**Question**

A metallic crystal of tantalum with some oxygen is computed with a standard density functional. Its atoms have been shifted at random from their regular places, so real forces act on them, with components of up to 2.3 eV/Å. Only the k mesh changes from row to row, that is, the number of wave vectors along the three cell edges at which the electron states are computed.

Ansatz 0.2.0, scalar-relativistic PBE without spin polarisation, plane waves up to 420 eV and PAW potentials (set soft_2), for a Ta4O cell of 5 atoms held fixed. The k meshes are Gamma-centred, the reference mesh is 10x10x4, and the occupations have a Gaussian smearing of 0.1 eV. Energies are extrapolated to zero smearing, and pressure is positive in compression.

| k mesh | energy less reference (meV per atom) | pressure less reference (GPa) | largest force change (eV/Å) | pressure (GPa) |
| --- | --- | --- | --- | --- |
| 1x1x1 | 41.66 | 0.847 | 6.004 | 7.982 |
| 2x2x1 | 236.56 | 2.880 | 1.443 | 10.015 |
| 4x4x2 | 1.22 | 0.137 | 0.386 | 7.272 |
| 6x6x2 | 9.07 | -0.017 | 0.104 | 7.118 |
| 6x6x4 | -0.13 | 0.060 | 0.045 | 7.195 |

"Energy less reference" and "pressure less reference" are the errors against the 10x10x4 mesh. "Largest force change" is the largest error among the 15 force components of the five atoms.

(a) Does a finer mesh always give a smaller error?
(b) Explain the behaviour found in (a), starting from the limits of one wave vector and of infinitely many.
(c) Does the small energy error of 4x4x2 show that this mesh is good enough?
(d) How could a poor mesh be recognised if no reference were at hand?

**Model answer**

**(a)** For the largest force error, yes: it falls at every refinement in the table. For the energy, no. Going from 1x1x1 to 2x2x1 raises the energy error from 42 to 237 meV per atom, and going from 4x4x2 to 6x6x2 raises it again. The pressure is no safer a guide, since its smallest error belongs to 6x6x2 and not to the finest mesh.

**(b)** The energy of a crystal is an average over all wave vectors, and the mesh replaces it by an average over a few. This has a simple picture in real space. A mesh with N points along an edge allows only electron waves that repeat after N cells, as if the crystal were closed into a ring of that length. An electron that travels once round the ring meets its own wave again, which does not happen in the real crystal.

With a single wave vector, the ring along the shortest edge is only 3.2 Å long, and the false meeting is strong. With infinitely many, the ring never closes and the error vanishes. Between these limits, and as long as the density and the Fermi level hardly change with the mesh, the error is a sum,

energy(mesh) − energy(exact) = Σ A(R),

where R runs over the repeat vectors of the ring, zero excluded, and A(R) is the contribution of each.

The terms A(R) fade as R grows, but they can have either sign. In an insulator they fade fast. In a metal, filled and empty states meet at a sharp edge, the Fermi surface, and this makes the terms oscillate and die away slowly. Smearing the occupations softens the edge and helps only at long distances. An energy can therefore be nearly right because large terms happen to cancel, and a finer mesh can spoil the cancellation.

Each force component has its own set of terms. A cancellation in one component need not occur in the others, so the largest force error is harder to make small by accident. Taken alone, a component can mislead just as the energy does: the one that is largest in the reference is off by only 0.006 eV/Å at 4x4x2, but by 0.056 at 6x6x2. The largest of the 15 errors falls all the same, which makes it the better guide here. It is no guarantee: the largest error among the six stress components rises from 9.8 GPa at 1x1x1 to 20.0 at 2x2x1, and it stays near 0.29 from 6x6x2 to 6x6x4.

**(c)** No. The neighbouring meshes let the error be taken apart in two steps, beginning at 6x6x4, whose energy error is −0.13 meV per atom. Halving the number of points along the long edge, to 6x6x2, raises the energy by 9.20. Reducing the points along the two short edges, to 4x4x2, then lowers it by 7.85.

The sum is −0.13 + 9.20 − 7.85 = 1.22 meV per atom, the value in the table. Two coarsenings, each worth 8 to 9 meV per atom, have nearly cancelled. In the free energy, before the extrapolation to zero smearing, the cancellation is closer still. There 4x4x2 lies within 0.1 meV per atom of the reference, and the 1.22 comes almost wholly from the smearing correction, which is twice as large as in the reference. If their effects are independent, a 4x4x4 mesh would have an error of 1.22 − 9.20 ≈ −8 meV per atom. It would then look worse than 4x4x2 although it has twice as many points; no such run is at hand to test this. Independence is only a rough guess, because repeats that combine a short edge with the long one are about as long as those of the 6x6 mesh.

The forces confirm the verdict. At 4x4x2 their largest error is still 17 % of the largest force component in the reference. At 6x6x2 it is below 5 %, although the energy error there is seven times larger.

**(d)** The coarsest meshes betray themselves by a false gap. In both 1x1x1 and 2x2x1 the bands that the electrons would just fill are separated from the next one by a gap, while in the reference they overlap with it by 1.2 eV. The overlap is between states at different wave vectors, so the single one of 1x1x1 can never show it, and those of 2x2x1 are too few to catch it. At 1x1x1 the gap is only 0.04 eV, less than the occupation width, so states on both sides of it are partly filled. A gap alone proves no fault, since an insulator has one too; the warning is that it disappears when the mesh is refined.

The second sign is an energy that swings. From row to row it changes by about +195, −235, +8 and −9 meV per atom, so every refinement reverses the one before. A single small change in such a sequence is no proof of convergence. It is safer to refine the long and the short edges separately, so that an error from one cannot hide an opposite error from the other.

The third sign lies in quantities that have not been averaged. The pressure is the mean of the stresses along three axes, and at 2x2x1 their errors are −4.4, −7.0 and +20.0 GPa. The mean is only 2.9 GPa, which conceals a badly wrong stress. Without a reference, the next mesh reveals it: from 2x2x1 to 4x4x2 the stress along the long edge falls by 20 GPa, the pressure by less than 3. Anyone who relaxes the shape of a cell needs the separate stresses, not just the pressure.

**Remarks on the reasoning**

The picture in (b) gives a rule that can be tried on a neighbouring case: multiply each cell edge by its number of mesh points and look at the shortest product, L. For 6x6x2 the products are about 19 Å along the short edges and 15 Å along the long one. The long edge is thus the weak direction, and doubling its points does remove nearly the whole energy error, though only as measured against a reference that has the same four points there. It only about halves the largest force error, and the stress along the first edge gets worse.

To see how far L alone carries, a power law was fitted to the force errors of all five rows. With L in Å it reads

log₁₀(force error in eV/Å) = 2.225 − 2.645 · log₁₀ L.

For 6x6x2, L = 2 × 7.384 Å = 14.77 Å. The right-hand side is 2.225 − 3.093 = −0.868, which means 0.14 eV/Å. The calculation gave 0.104; this row was part of the fit.

The law typically misses the force errors by a factor of 1.5, and by about 2 for a row left out of the fit. It does worst for 4x4x2, where it gives half the computed error. The reason is open. The repeats along all three edges are almost equally short there, while the law counts only the shortest, but 2x2x1 has the same proportions and is fitted well. Five rows do not settle the exponent, the less so as two of them have a false gap. Over the three metallic rows the force error falls by a factor of about 9, where the law gives about 3. A law in another measure of mesh density might serve as well.

The same kind of law, fitted to the size of the energy error, typically misses by a factor of 5. Where its condition holds, the picture leads one to expect such a contrast: the length of the ring limits how large the terms are, but not how they cancel. The energy law does worst for 2x2x1, however, and the picture does not tell why that row comes out so much worse in energy than 1x1x1. In both rows the Fermi level lies more than 0.5 eV above that of the reference, so the condition for the sum in (b) is not met, and even the signs of its terms would not settle the matter. The output of the analysis follows this text.

A good answer also asks what the reference can judge. It has four points along the long edge, as 6x6x4 has. The small energy and force errors of 6x6x4 therefore test the short edges only, and whether four points suffice along the long edge remains open. Even this energy may be small partly by cancellation, since the Fermi level of 6x6x4 is still about 0.05 eV from that of the reference.

Numerical output:

```
Signs of failure by mesh:
    row  shortest repeat (angstrom)  band-count gap (eV)  Fermi level error (eV)  force error (% of largest reference force)  xx stress error (GPa)  yy stress error (GPa)  zz stress error (GPa)
  1x1x1                       3.232              0.03805                  0.7033                                       262.4                 -2.831                 -1.421                  6.792
  2x2x1                       6.464               0.2195                  0.5211                                       63.07                 -4.423                 -6.978                  20.04
  4x4x2                       12.93               -1.178                -0.01049                                       16.87                -0.3674                 0.9842                -0.2047
  6x6x2                       14.77              -0.9036                 0.04497                                       4.546               -0.04585                 0.0963                -0.1011
  6x6x4                       19.39              -0.9082                 0.05476                                       1.967                 0.2884               0.000937                -0.1094
Band-count gap of the reference, negative means overlap (eV): -1.204
Largest force component of the reference (eV/angstrom): 2.288
Energy change from kz 4 to 2 at 6x6 in plane (meV per atom): 9.2
Energy change from 6x6 to 4x4 in plane at kz 2 (meV per atom): -7.85
Estimated 4x4x4 energy error if the two parts add, untested (meV per atom): -7.98
Energy error of 2x2x1 over that of 1x1x1 (ratio): 5.678
Force error of 1x1x1 over that of 2x2x1 (ratio): 4.161
Energy error of 6x6x2 over that of 4x4x2 (ratio): 7.434
Force error of 4x4x2 over that of 6x6x2 (ratio): 3.712
fit of logF on 5 rows: constant 2.225 +/- 0.36, coefficient of logL -2.645 +/- 0.35; rms 0.172, worst 4x4x2 -0.302, leave-one-out rms 0.298
fit of logE on 5 rows: constant 3.865 +/- 1.5, coefficient of logL -3.104 +/- 1.5; rms 0.733, worst 2x2x1 -1.02, leave-one-out rms 1.56
Typical miss of the force law (factor): 1.485
Typical miss of the energy law (factor): 5.412
```
